Dear colleague,

A coherent hcp plate that forms by itself in perfect fcc cobalt faces, in the elastic model below, a barrier of order $10^4$ eV or more. Here is the whole argument, so that you can see which inputs your micrographs and calorimetry constrain.

**Premises**

1. The matrix is infinite, linearly elastic and isotropic, with shear modulus $\mu$, Poisson ratio $\nu$ and $\lambda=2\mu\nu/(1-2\nu)$. The plate has the same moduli.
2. The plate is an oblate spheroid with radius $a$ in the habit plane $xy$ and semi-thickness $c$ along $z$. Its volume is $V=\tfrac43\pi a^2c$, and $\kappa=c/a\ll1$.
3. Freed from the matrix, it would deform as $\mathbf u=\mathbf m z$ with $\mathbf m=(s,0,d)$. Here $s$ is the engineering shear and $d$ the normal dilatation. The eigenstrain is $e^*=\mathrm{sym}(\mathbf m\otimes\hat{\mathbf z})$, so $e^*_{13}=e^*_{31}=s/2$ and $e^*_{33}=d$. The habit plane is undistorted.
4. The displacement is continuous across the interface, and no stress is applied.
5. The chemical free energy falls by $G>0$ per volume transformed, and each broad face costs $g$ per area.

**Step 1: energy of one Fourier mode**

Let $\Theta(\mathbf r)$ be 1 inside the plate and 0 outside, and $\varepsilon=\mathrm{sym}\nabla\mathbf u$ the total strain. The elastic energy is the minimum over $\mathbf u$ of

$$W=\tfrac12\int(\varepsilon-e^*\Theta):C:(\varepsilon-e^*\Theta)\,d^3r .$$

Take $\tilde f(\mathbf k)=\int f e^{-i\mathbf k\cdot\mathbf r}d^3r$ and $\mathbf k=k\mathbf n$. Then $\tilde\varepsilon=\mathrm{sym}(ik\tilde{\mathbf u}\otimes\mathbf n)$, and Parseval's theorem separates the modes. Writing $ik\tilde{\mathbf u}=\tilde\Theta\,\mathbf v$,

$$W=\tfrac12\int\frac{d^3k}{(2\pi)^3}|\tilde\Theta|^2B(\mathbf n),\qquad B=\min_{\mathbf v}\,E:C:E,\qquad E=e^*-\mathrm{sym}(\mathbf v\otimes\mathbf n).$$

Choose axes with $\mathbf n$ as the third. The tensor $\mathrm{sym}(\mathbf v\otimes\mathbf n)$ has three free components $n1$, $n2$, $nn$ and none in the plane normal to $\mathbf n$. The in-plane part of $E$ is therefore fixed at $e_\parallel=Pe^*P$, with $P=1-\mathbf n\otimes\mathbf n$. In $E:C:E=\lambda(\mathrm{tr}E)^2+2\mu E:E$ the two shear components are best set to zero. With $t=\mathrm{tr}\,e_\parallel$, the remaining piece $\lambda(t+E_{nn})^2+2\mu E_{nn}^2$ is least at $E_{nn}=-\lambda t/(\lambda+2\mu)$, where it equals $2\mu\lambda t^2/(\lambda+2\mu)$. Since $\lambda/(\lambda+2\mu)=\nu/(1-\nu)$,

$$B(\mathbf n)=2\mu\Big[e_\parallel:e_\parallel+\frac{\nu}{1-\nu}t^2\Big].$$

This is twice the energy density of an infinite slab with normal $\mathbf n$: it relaxes everything except its in-plane misfit.

**Step 2: $B$ for shear plus normal dilatation**

Here $e_\parallel=\mathrm{sym}(P\mathbf m\otimes P\hat{\mathbf z})$. For vectors $\mathbf p,\mathbf q$ the tensor $\mathrm{sym}(\mathbf p\otimes\mathbf q)$ has trace $\mathbf p\cdot\mathbf q$ and square $\tfrac12[p^2q^2+(\mathbf p\cdot\mathbf q)^2]$. With polar angles $\theta,\phi$ for $\mathbf n$,

$$|P\hat{\mathbf z}|^2=\sin^2\theta,\qquad t=d\sin^2\theta-s\sin\theta\cos\theta\cos\phi,$$
$$|P\mathbf m|^2=s^2+d^2-(s\sin\theta\cos\phi+d\cos\theta)^2,$$
$$B=\mu\Big[|P\mathbf m|^2\sin^2\theta+\frac{1+\nu}{1-\nu}t^2\Big].$$

$B$ vanishes at $\theta=0$: an infinite plate on the habit plane costs nothing, and this is why the product is a plate. The shape is axially symmetric, so only the average over $\phi$ matters. The terms in $sd$ carry $\cos\phi$ and drop out, and $\cos^2\phi\to\tfrac12$:

$$\bar B(\theta)=\sin^2\theta\,f(\theta),\quad f=\mu s^2\Big[1-\tfrac12\sin^2\theta+\frac{1+\nu}{2(1-\nu)}\cos^2\theta\Big]+\frac{2\mu d^2}{1-\nu}\sin^2\theta .$$

**Step 3: the angular weight of a spheroid**

The spheroid is a unit sphere stretched by $(a,a,c)$. Hence $\tilde\Theta(\mathbf k)=a^2c\,\tilde\Theta_1(k\rho)$, where $\tilde\Theta_1$ belongs to the unit sphere and $\rho^2=a^2\sin^2\theta+c^2\cos^2\theta$. Substituting $q=k\rho$ in the radial integral gives $(a^2c)^2\rho^{-3}\int q^2\tilde\Theta_1^2dq$. Parseval's theorem for the unit sphere reads $4\pi\int q^2\tilde\Theta_1^2dq/(2\pi)^3=4\pi/3$. Therefore $W=\tfrac16(a^2c)^2\oint B\rho^{-3}d\Omega$, and dividing by $V$,

$$\frac WV=\frac12\int_0^{\pi/2}\frac{\kappa\sin\theta\;\bar B(\theta)\,d\theta}{(\sin^2\theta+\kappa^2\cos^2\theta)^{3/2}} .$$

This is exact for any $\kappa$, and the weight multiplying $\bar B$ integrates to one. At $\kappa=1$, $d=0$ the integral gives $W/V=\tfrac12\mu s^2(7-5\nu)/[15(1-\nu)]$, the energy of a sheared sphere in Eshelby's theory of 1957.

**Step 4: the thin limit**

Insert $\bar B=\sin^2\theta f$. The factor $\sin^3\theta/(\sin^2\theta+\kappa^2\cos^2\theta)^{3/2}$ never exceeds 1 and tends to 1 for every $\theta>0$, so the limit may be taken under the integral: $W/V\to\tfrac12\kappa\int_0^{\pi/2}f\,d\theta$. Both $\sin^2\theta$ and $\cos^2\theta$ integrate to $\pi/4$. The shear bracket gives

$$\frac\pi2-\frac\pi8+\frac{\pi(1+\nu)}{8(1-\nu)}=\frac{\pi(2-\nu)}{4(1-\nu)},$$

and the dilatation gives $\pi\mu d^2/[2(1-\nu)]$. Halving,

$$\frac WV=A\frac ca,\qquad A=\frac{\pi\mu}{1-\nu}\Big[\frac{(2-\nu)s^2}{8}+\frac{d^2}{4}\Big].$$

The first correction comes from $\theta\sim\kappa$. Put $\theta=\kappa x$; the factor becomes $x^3/(1+x^2)^{3/2}$, whose antiderivative is $\sqrt{1+x^2}+1/\sqrt{1+x^2}$, so its deficit from 1 integrates to $-2$. The integral of $f$ is thus lowered by $2\kappa f(0)$, with $f(0)=\mu s^2(3-\nu)/[2(1-\nu)]$. The shear energy acquires the factor $1-4(3-\nu)\kappa/[\pi(2-\nu)]$. The dilatation term vanishes at $\theta=0$ and has no relative correction linear in $\kappa$.

The stress inside follows from equilibrium. Since $\int\sigma:\varepsilon\,d^3r=0$ for a self-balanced field, $W=-\tfrac12\int\sigma:e^*\Theta\,d^3r$. Eshelby showed that $\sigma$ is uniform in an ellipsoid, so for pure shear $W/V=-\tfrac12\sigma_{13}s$ and $\sigma_{13}=-2A_s\kappa/s$, where $A_s$ is the shear part of $A$. The energy density inside, $\sigma_{13}^2/2\mu$, is of order $\kappa^2$, while $W/V$ is of order $\kappa$. Almost all the energy sits in the matrix. The plate acts on it as a displacement jump $2c\,\mathbf m\sqrt{1-r^2/a^2}$ across a disc. For this reason the moduli of the product matter only at relative order $\kappa$, and a large $s$ is tolerable as long as $s\kappa$ is small.

**Step 5: the saddle point**

The two faces have area $2\pi a^2$. The free energy of formation is

$$\Delta F(a,c)=-\tfrac43\pi Ga^2c+\tfrac43\pi A\,ac^2+2\pi ga^2 .$$

At fixed $a$ this is an upward parabola in $c$, least at $c=Ga/2A$. Along this valley the first two terms are $-2\pi G^2a^3/3A$ and $+\pi G^2a^3/3A$, so

$$\Delta F_{\rm valley}(a)=2\pi ga^2-\frac{\pi G^2a^3}{3A}.$$

It has its maximum where $4\pi ga=\pi G^2a^2/A$. Thus

$$a^*=\frac{4Ag}{G^2},\qquad c^*=\frac{2g}{G},\qquad\kappa^*=\frac{G}{2A},$$
$$\Delta F^*=\tfrac23\pi g\,a^{*2}=\frac{32\pi A^2g^3}{3G^4}.$$

Any path from small to large $a$ must cross $a=a^*$, where $\Delta F$ is at least the valley value, so this is the lowest barrier within the family of spheroids. In the variables $x=a/a^*$, $y=c/c^*$,

$$\Delta F/\Delta F^*=-4x^2y+2xy^2+3x^2 .$$

At $x=y=1$ the second derivatives with respect to $xx$, $xy$ and $yy$ are $-2$, $-4$ and $4$. The eigenvalues are $-4$ and $6$, a true saddle, and the unstable direction is $(2,1)$. At the saddle the strain energy per volume is $A\kappa^*=G/2$: half the driving force is spent on the matrix. The barrier is one third of the interface energy. It falls as $G^{-4}$, against $G^{-2}$ for a strain-free sphere, because the shape itself adjusts to $G$.

**Illustration: hcp plates in fcc cobalt**

I take cobalt, which also serves as a contact and wiring metal in chips. The fcc lattice becomes hcp when a Shockley partial passes on every second $\{111\}$ plane. With lattice parameter $a_f$, the Burgers vector is $b=a_f/\sqrt6$ and the plane spacing $h=a_f/\sqrt3$. If every partial has the same vector, $s=b/2h=1/(2\sqrt2)=0.354$.

The inputs are typical or approximate values, used as given: $\mu=75$ GPa, $\nu=0.31$, $a_f=0.354$ nm, $d=-0.006$, molar volume $V_m=6.7$ cm³/mol, equilibrium temperature $T_0=695$ K and transformation entropy $\Delta S=0.62$ J/(mol K). For the coherent fcc/hcp interface I assume $g=10$ mJ/m². I set $G=\Delta S(T_0-T)/V_m$ with constant $\Delta S$, which is a rough extrapolation at room temperature, and I ignore the softening of $\mu$ on heating.

Then $h=0.204$ nm, $b=0.145$ nm and $A=9.02$ GPa, of which the dilatation supplies only 3.1 MPa. The number of partial loops in the critical plate is its thickness over two plane spacings, $N=c^*/h$.

| | $T=655$ K | $T=295$ K |
|---|---|---|
| $\Delta S(T_0-T)$, J/mol | 24.8 | 248 |
| $G$, MJ/m³ | 3.70 | 37.0 |
| $c^*$, nm | 5.4 | 0.54 |
| $a^*$, µm | 26 | 0.26 |
| $\kappa^*$ | $2.05\times10^{-4}$ | $2.05\times10^{-3}$ |
| $N$ | 26 | 2.6 |
| $\Delta F^*$, eV | $9\times10^{7}$ | $9\times10^{3}$ |
| $\Delta F^*/k_BT$ | $2\times10^{9}$ | $4\times10^{5}$ |

For scale, cobalt has $N_A/V_m=9.0\times10^{28}$ sites per m³. With a typical attempt frequency of $10^{13}$ s⁻¹, one event per m³ per second needs a barrier below about $97\,k_BT$. Reaching that at 295 K would take about 8 times the driving force, and $c^*$ would shrink to 0.07 nm, less than one plane spacing. The formula has lost its meaning by then.

**Range of validity**

*Thinness.* The result needs $G\ll2A$. For $\nu=0.31$ the relative correction to the shear energy is $-2.03\kappa$, or 0.4 % in magnitude at 295 K. The true area of the spheroid is $2\pi a^2[1+(\kappa^2/\epsilon)\,\mathrm{artanh}\,\epsilon]$ with $\epsilon=\sqrt{1-\kappa^2}$, a relative excess of $3\times10^{-5}$ there.

*Linearity and equal moduli.* At 295 K, $\sigma_{13}=-105$ MPa, an elastic shear of $1.4\times10^{-3}$, and the plate holds 0.4 % of the energy. Large elastic strains occur only next to the rim and the ledges, which I treat below.

*In-plane misfit.* Let the habit plane also stretch by $e$ in both directions, and put $\xi=d-e$, so that the normal strains are $e\mathbf 1+\xi\,\hat{\mathbf z}\otimes\hat{\mathbf z}$. Step 1 then gives, for this part, $B=4\mu\frac{1+\nu}{1-\nu}(e^2+e\xi\sin^2\theta)+\frac{2\mu}{1-\nu}\xi^2\sin^4\theta$, and the cross term with $s$ again averages out. In $A$, $d^2/4$ becomes $\xi^2/4+(1+\nu)e\xi$, negligible beside the shear. The constant term matters more. It adds $W_0=2\mu\frac{1+\nu}{1-\nu}e^2$ per volume whatever the shape, so $G$ is replaced by $G-W_0$. The prefactor is 285 GPa. For cobalt $|e|$ is typically no more than about $5\times10^{-4}$, which gives $W_0=0.07$ MJ/m³ and raises the barrier by 8 % at 655 K and 0.8 % at 295 K. In Fe–Mn the misfit is typically nearer $4\times10^{-3}$. With the same moduli $W_0=4.6$ MJ/m³, more than the whole driving force in the first column, so there it must be kept.

*Discreteness.* This is the largest omission. The real interface consists of terraces, whose area is exactly $2\pi a^2$, and ledges, each a partial loop. The lens smears the Burgers content and so omits the short-range part of each line energy. A screw segment costs $\mu b^2L/4\pi$ per length and an edge segment $1/(1-\nu)$ times that, with $L=\ln(\ell/r_0)$. Around a loop the mean is $\mu b^2(2-\nu)L/[8\pi(1-\nu)]$. I take the ledge spacing $\ell\approx a/N$ as the outer and $r_0\approx b$ as the inner cutoff. Loops equally spaced in height have mean radius $\pi a/4$. The extra energy is then $\pi\mu b^2(2-\nu)NaL/[16(1-\nu)]$, while the smooth shear energy with $c=Nh$ is $\pi^2\mu b^2(2-\nu)N^2a/[24(1-\nu)]$. Their ratio is

$$\eta=\frac{3L}{2\pi N}.$$

At the saddles above, $L=8.8$ and $6.5$, so $\eta=0.16$ and $1.2$. At fixed $L$ the extra energy scales as $ac$ and adds $2\eta xy$ to the reduced free energy. Stationarity in $y$ gives $x=y+\eta/2$, and stationarity in $x$ then gives $6y^2+(2\eta-6)y-3\eta=0$. The barrier rises by a factor 1.3 at 655 K and 4.6 at 295 K. The logarithm is an estimate, so read the second as four to five. The smooth lens is quantitative only for $N\gg L$; with three loops it gives an order of magnitude and errs low.

*Choice of shear.* Each $\{111\}$ plane offers three partial vectors that sum to zero. If they alternate, the mean shear vanishes and $A$ drops to the 3.1 MPa of the dilatation. The formula would then return $\kappa^*=0.60$ at 655 K and $6.0$ at 295 K, which contradicts its own premise. Such plates are governed by ledge energies and lie outside this derivation.

*Anisotropy and inputs.* Fcc cobalt is elastically anisotropic. Step 1 up to the definition of $B$, and the angular weight of step 3, survive with the cubic tensor, and so does the scaling $W/V\propto c/a$, but $A$ changes. An effective $\mu$ larger by 20 % multiplies the barrier by 1.44. Moving $g$ from 10 to 5 or 15 mJ/m² multiplies it by $1/8$ or 3.4.

*Size.* The body must be large compared with $a^*$. A radius of 0.26 µm far exceeds the width of a cobalt line, typically tens of nanometres or less. There the surfaces, liners and grain boundaries set the elastic energy, and the infinite-matrix result does not apply.

The barriers in the table are the model's, not cobalt's. As typical knowledge, coarse-grained cobalt starts to transform within a few tens of kelvin below $T_0$, where the model barrier exceeds anything thermal activation can cross by about seven orders of magnitude. The homogeneous lens is therefore not the operating path, and the terms sized above do not rescue it. The accepted route is faulting from existing dislocations, as analysed by Olson and Cohen in 1976. A band bounded by $n$ partials is $2nh$ thick and costs $2g-2nhG$ per area, in-plane misfit aside. This turns negative for $n>g/hG$, which is 13 at 655 K and 1.3 at 295 K with the inputs above. When a wall of dislocations already supplies those partials, most of their strain energy has been paid in advance, and the band can spread against lattice friction alone. The thickness of the thinnest bands that you see spreading at a known undercooling therefore bears directly on $g/G$, the same ratio that fixes $c^*$.